**Dipole polarisability at imaginary frequency along the Mg isoelectronic series**

The table holds α(iω) in bohr³ at 15 imaginary frequencies for Mg, Al⁺, S⁴⁺ and Ar⁶⁺, computed with radks for scalar-relativistic PBE atoms with Sternheimer response and a Hartree plus adiabatic LDA kernel. The program extracts an effective pole ω₀ and strength f from the half height of each curve, checks them with two-pole fits, and tests hydrogenic scaling, loss of strength and a gap linear in Z. The pole rises from 0.161 to 0.830 hartree, and a line in Z fits it to 2 % against 9 % for a square law, while f falls only from 1.87 to 1.34. Neither ζ⁻⁴ nor ζ⁻³ with Slater screening reproduces the static values of all four species. One pole holds to 0.8 % up to ω₀, gives C₆ of Mg to 0.7 % of the computed value, and is nearly 80 % too low at the highest frequency, where core electrons dominate.

Dipole polarisability at imaginary frequency for Mg and the 12-electron ions Al⁺, S⁴⁺ and Ar⁶⁺, all [Ne] 3s², from the radks radial solver (version 1) with Libxc. The atoms are spherical, all-electron, scalar-relativistic and spin-polarised, with the PBE functional and a Fermi nucleus. The response comes from Sternheimer equations with the Hartree and adiabatic LDA kernel.

## Analysis program

```python
# Table: dipole polarisability alpha(i w) [bohr^3] vs imaginary frequency [hartree] of Mg, Al+, S4+, Ar6+
# (12 electrons, 3s2); radks, scalar-relativistic PBE, Sternheimer response with Hartree + ALDA kernel.
# Tested: pole model alpha = f/(w0^2+w^2); hydrogenic scaling vs loss of strength vs gap linear in Z.
T = {
    'imaginary_frequency': [0.002664, 0.01425, 0.03601, 0.06967, 0.1181, 0.1859, 0.2803, 0.4132, 0.605, 0.892, 1.345, 2.117, 3.588, 6.942, 17.54],  # hartree
    'run0': [72.29, 71.74, 68.77, 60.67, 46.78, 31.04, 18.3, 10.04, 5.329, 2.799, 1.475, 0.7731, 0.3762, 0.1426, 0.02959],  # bohr³
    'run1': [23.57, 23.51, 23.18, 22.17, 19.97, 16.31, 11.77, 7.503, 4.339, 2.354, 1.234, 0.6364, 0.3137, 0.1262, 0.02817],  # bohr³
    'run2': [1.952, 1.952, 1.948, 1.938, 1.912, 1.855, 1.745, 1.553, 1.265, 0.9072, 0.5608, 0.3011, 0.1447, 0.06311, 0.01965],  # bohr³
    'run3': [4.064, 4.061, 4.049, 4.01, 3.913, 3.711, 3.345, 2.778, 2.058, 1.336, 0.764, 0.3952, 0.1905, 0.08327, 0.02319],  # bohr³
}
import numpy as np
from scipy.optimize import least_squares
w = np.array(T['imaginary_frequency'], float)
nm = ['Mg', 'Al+', 'S4+', 'Ar6+']
Z = np.array([12., 13., 16., 18.])
A = np.array([T[k] for k in ['run0', 'run1', 'run3', 'run2']], float)
pc = lambda x: ' '.join('%+.1f' % v for v in 100*np.asarray(x))
print('rounding floor (4 figures): at most %.3f %%' % (100*np.max(0.5*10**(np.floor(np.log10(A))-3)/A)))
a0 = A[:, 0]
w0 = np.array([np.sqrt(np.interp(2/a[0], 1/a, w**2)) for a in A])  # half height, 1/alpha linear in w^2
f = a0*w0**2
D2 = f/(2*w0)
zs = Z-9.15  # Slater screening of 3s: 0.35 + 8*0.85 + 2
for i in range(4):
    print('%s: a0 %.4g bohr3, w0 %.3f Eh, f %.2f, D2 %.3f bohr2, 1/D %.3f, Slater zeta %.2f' % (nm[i], a0[i], w0[i], f[i], D2[i], D2[i]**-.5, zs[i]))
for i, j in [(0, 1), (1, 2), (2, 3), (0, 3)]:
    L = np.log(a0[i]/a0[j]); g = np.log(w0[j]/w0[i]); lz = np.log(zs[j]/zs[i])
    print('%s->%s: a0 ratio %.2f, w0 ratio %.2f, f ratio %.2f; ln share %%: f %.0f + w0^2 %.0f, or D2 %.0f + w0 %.0f'
          % (nm[i], nm[j], np.exp(L), np.exp(g), f[j]/f[i], 100*(L-2*g)/L, 200*g/L, 100*(L-g)/L, 100*g/L))
    print('   dw0/dZ %.3f Eh; exponent in Slater zeta: a0 %.2f, w0 %.2f, D %.2f' % ((w0[j]-w0[i])/(Z[j]-Z[i]), -L/lz, g/lz, -(L-g)/2/lz))
for i in range(4):
    r = f[i]/(w0[i]**2+w**2)/A[i]-1
    print('%s one-pole error %%: worst w<=w0 %.2f; at w=%.3g,%.4g,%.4g: %s' % (nm[i], 100*abs(r[w <= w0[i]]).max(), w[9], w[11], w[-1], pc(r[[9, 11, -1]])))
two = lambda p, x: p[0]/(p[1]**2+x**2)+p[2]/(p[3]**2+x**2)
P = {}
for lab, m in [('all rows', w > 0), ('w<2.2', w < 2.2)]:  # cut: one core pole cannot span the whole core spectrum
    for i in range(4):
        s = least_squares(lambda q: np.log(two(np.exp(q), w[m])/A[i][m]), np.log([f[i], w0[i], 6, 4]))
        p = np.exp(s.x); P[lab, i] = p; r = two(p, w)/A[i]-1
        k = np.argmax(np.where(m, abs(r), 0))
        print('2-pole %s %s: f1 %.2f w1 %.3f f2 %.2f w2 %.2f; pole 2 %.1f%% of a0; worst %+.2f%% at w=%.3g; last row %+.1f%%'
              % (lab, nm[i], *p, 100*p[2]/p[3]**2/two(p, 0), 100*r[k], w[k], 100*r[-1]))
def pw(y, p, lab):
    b = np.polyfit(Z, y**(1/p), 1)
    mod = lambda q: (q[0]*(Z-q[1]))**p
    s = least_squares(lambda q: np.log(mod(q)/y), [b[0], min(-b[1]/b[0], 11.5)], bounds=([1e-4, -50], [10, 11.9]))
    r = mod(s.x)/y-1
    print('%s = [k(Z-s)]^%d: k %.4f s %.2f, errors %% %s' % (lab, p, s.x[0], s.x[1], pc(r)))
    return abs(r).max()
e1, e2 = pw(w0, 1, 'w0'), pw(w0, 2, 'w0')
w1 = np.array([P['w<2.2', i][1] for i in range(4)])
pw(w1, 1, 'w1(2-pole,w<2.2)'); pw(w1, 2, 'w1(2-pole,w<2.2)')
e3, e4 = pw(a0, -3, 'a0'), pw(a0, -4, 'a0')
pw(np.sqrt(D2), -1, 'D')
for p in (4, 3):
    m = a0[0]*(zs[0]/zs)**p
    print('Slater zeta^-%d from Mg: a0 %s bohr3, errors %% %s' % (p, np.round(m, 2), pc(m/a0-1)))
ix = [8, 10, 12, 13, 14]
for i in range(4):
    print('%s alpha*w^2 at w=%s: %s (limit 12)' % (nm[i], w[ix], np.round((A[i]*w**2)[ix], 2)))
print('Mg/Ar6+ ratio by row:', ' '.join('%.1f' % v for v in A[0]/A[3]))
rec, cpl, unc, c6 = 71.2, 72.3147, 123.731, 635.295  # further outputs of the Mg run (rec: recommended value)
print('Mg static: vs recommended %+.1f %%; uncoupled/coupled %.2f; gap if f fixed %.3f Eh' % (100*(cpl/rec-1), unc/cpl, np.sqrt(f[0]/unc)))
p = P['w<2.2', 0]; F, W = p[[0, 2]], p[[1, 3]]
c1 = 0.75*a0[0]**2*w0[0]
c2 = 1.5*np.sum(np.outer(F/W, F/W)/np.add.outer(W, W))
print('Mg C6 [Eh bohr6]: run %.1f, one pole %.1f (%+.1f %%), two poles %.1f (%+.1f %%)' % (c6, c1, 100*(c1/c6-1), c2, 100*(c2/c6-1)))
assert np.all(np.diff(A, axis=0) < 0)            # curves never cross
assert np.all(np.diff(w0) > 0) and 1 < f[3] < f[2] < f[0] < 2
assert e1 < e2 and e3 < e4                       # linear gap and zeta^-3 fit better than hydrogenic powers
assert np.all(A[:, -1]*w[-1]**2 < 12)            # sum-rule bound
```

Output:

```
rounding floor (4 figures): at most 0.050 %
Mg: a0 72.29 bohr3, w0 0.161 Eh, f 1.87, D2 5.818 bohr2, 1/D 0.415, Slater zeta 2.85
Al+: a0 23.57 bohr3, w0 0.280 Eh, f 1.85, D2 3.299 bohr2, 1/D 0.551, Slater zeta 3.85
S4+: a0 4.064 bohr3, w0 0.613 Eh, f 1.53, D2 1.246 bohr2, 1/D 0.896, Slater zeta 6.85
Ar6+: a0 1.952 bohr3, w0 0.830 Eh, f 1.34, D2 0.810 bohr2, 1/D 1.111, Slater zeta 8.85
Mg->Al+: a0 ratio 3.07, w0 ratio 1.74, f ratio 0.99; ln share %: f 1 + w0^2 99, or D2 51 + w0 49
   dw0/dZ 0.119 Eh; exponent in Slater zeta: a0 -3.73, w0 1.84, D -0.94
Al+->S4+: a0 ratio 5.80, w0 ratio 2.19, f ratio 0.83; ln share %: f 11 + w0^2 89, or D2 55 + w0 45
   dw0/dZ 0.111 Eh; exponent in Slater zeta: a0 -3.05, w0 1.36, D -0.84
S4+->Ar6+: a0 ratio 2.08, w0 ratio 1.35, f ratio 0.88; ln share %: f 18 + w0^2 82, or D2 59 + w0 41
   dw0/dZ 0.108 Eh; exponent in Slater zeta: a0 -2.86, w0 1.18, D -0.84
Mg->Ar6+: a0 ratio 37.03, w0 ratio 5.16, f ratio 0.72; ln share %: f 9 + w0^2 91, or D2 55 + w0 45
   dw0/dZ 0.111 Eh; exponent in Slater zeta: a0 -3.19, w0 1.45, D -0.87
Mg one-pole error %: worst w<=w0 0.45; at w=0.892,2.117,17.54: -18.6 -46.3 -79.4
Al+ one-pole error %: worst w<=w0 0.29; at w=0.892,2.117,17.54: -10.2 -36.4 -78.7
S4+ one-pole error %: worst w<=w0 0.62; at w=0.892,2.117,17.54: -2.3 -20.4 -78.6
Ar6+ one-pole error %: worst w<=w0 0.75; at w=0.892,2.117,17.54: -0.2 -13.7 -77.8
2-pole all rows Mg: f1 1.93 w1 0.165 f2 7.19 w2 4.18; pole 2 0.6% of a0; worst +4.93% at w=6.94; last row -4.0%
2-pole all rows Al+: f1 1.84 w1 0.282 f2 7.24 w2 5.40; pole 2 1.1% of a0; worst +4.38% at w=6.94; last row -2.5%
2-pole all rows S4+: f1 1.48 w1 0.611 f2 7.07 w2 8.98; pole 2 2.2% of a0; worst +2.49% at w=6.94; last row -0.8%
2-pole all rows Ar6+: f1 1.27 w1 0.820 f2 6.72 w2 11.30; pole 2 2.7% of a0; worst -2.07% at w=3.59; last row -0.4%
2-pole w<2.2 Mg: f1 1.85 w1 0.161 f2 4.03 w2 2.59; pole 2 0.8% of a0; worst +0.61% at w=0.118; last row -36.3%
2-pole w<2.2 Al+: f1 1.77 w1 0.276 f2 4.06 w2 3.45; pole 2 1.4% of a0; worst -0.13% at w=0.892; last row -34.5%
2-pole w<2.2 S4+: f1 1.38 w1 0.593 f2 2.28 w2 4.03; pole 2 3.5% of a0; worst -0.06% at w=0.892; last row -50.4%
2-pole w<2.2 Ar6+: f1 1.18 w1 0.794 f2 2.05 w2 4.96; pole 2 4.3% of a0; worst +0.04% at w=0.413; last row -49.1%
w0 = [k(Z-s)]^1: k 0.1126 s 10.56, errors % +0.9 -1.8 -0.1 +1.0
w0 = [k(Z-s)]^2: k 0.0875 s 7.24, errors % +7.8 -9.3 -4.2 +6.8
w1(2-pole,w<2.2) = [k(Z-s)]^1: k 0.1071 s 10.48, errors % +1.2 -2.3 -0.3 +1.4
w1(2-pole,w<2.2) = [k(Z-s)]^2: k 0.0841 s 7.04, errors % +7.8 -9.2 -4.3 +6.8
a0 = [k(Z-s)]^-3: k 0.0948 s 9.42, errors % -5.1 +8.8 +1.6 -4.6
a0 = [k(Z-s)]^-4: k 0.0856 s 7.89, errors % -10.0 +15.5 +5.7 -8.9
D = [k(Z-s)]^-1: k 0.1174 s 8.41, errors % -1.5 +2.3 +0.6 -1.3
Slater zeta^-4 from Mg: a0 [72.29 21.71  2.17  0.78] bohr3, errors % +0.0 -7.9 -46.7 -60.2
Slater zeta^-3 from Mg: a0 [72.29 29.32  5.21  2.41] bohr3, errors % +0.0 +24.4 +28.1 +23.7
Mg alpha*w^2 at w=[ 0.605  1.345  3.588  6.942 17.54 ]: [1.95 2.67 4.84 6.87 9.1 ] (limit 12)
Al+ alpha*w^2 at w=[ 0.605  1.345  3.588  6.942 17.54 ]: [1.59 2.23 4.04 6.08 8.67] (limit 12)
S4+ alpha*w^2 at w=[ 0.605  1.345  3.588  6.942 17.54 ]: [0.75 1.38 2.45 4.01 7.13] (limit 12)
Ar6+ alpha*w^2 at w=[ 0.605  1.345  3.588  6.942 17.54 ]: [0.46 1.01 1.86 3.04 6.05] (limit 12)
Mg/Ar6+ ratio by row: 37.0 36.8 35.3 31.3 24.5 16.7 10.5 6.5 4.2 3.1 2.6 2.6 2.6 2.3 1.5
Mg static: vs recommended +1.6 %; uncoupled/coupled 1.71; gap if f fixed 0.123 Eh
Mg C6 [Eh bohr6]: run 635.3, one pole 630.9 (-0.7 %), two poles 637.0 (+0.3 %)
```
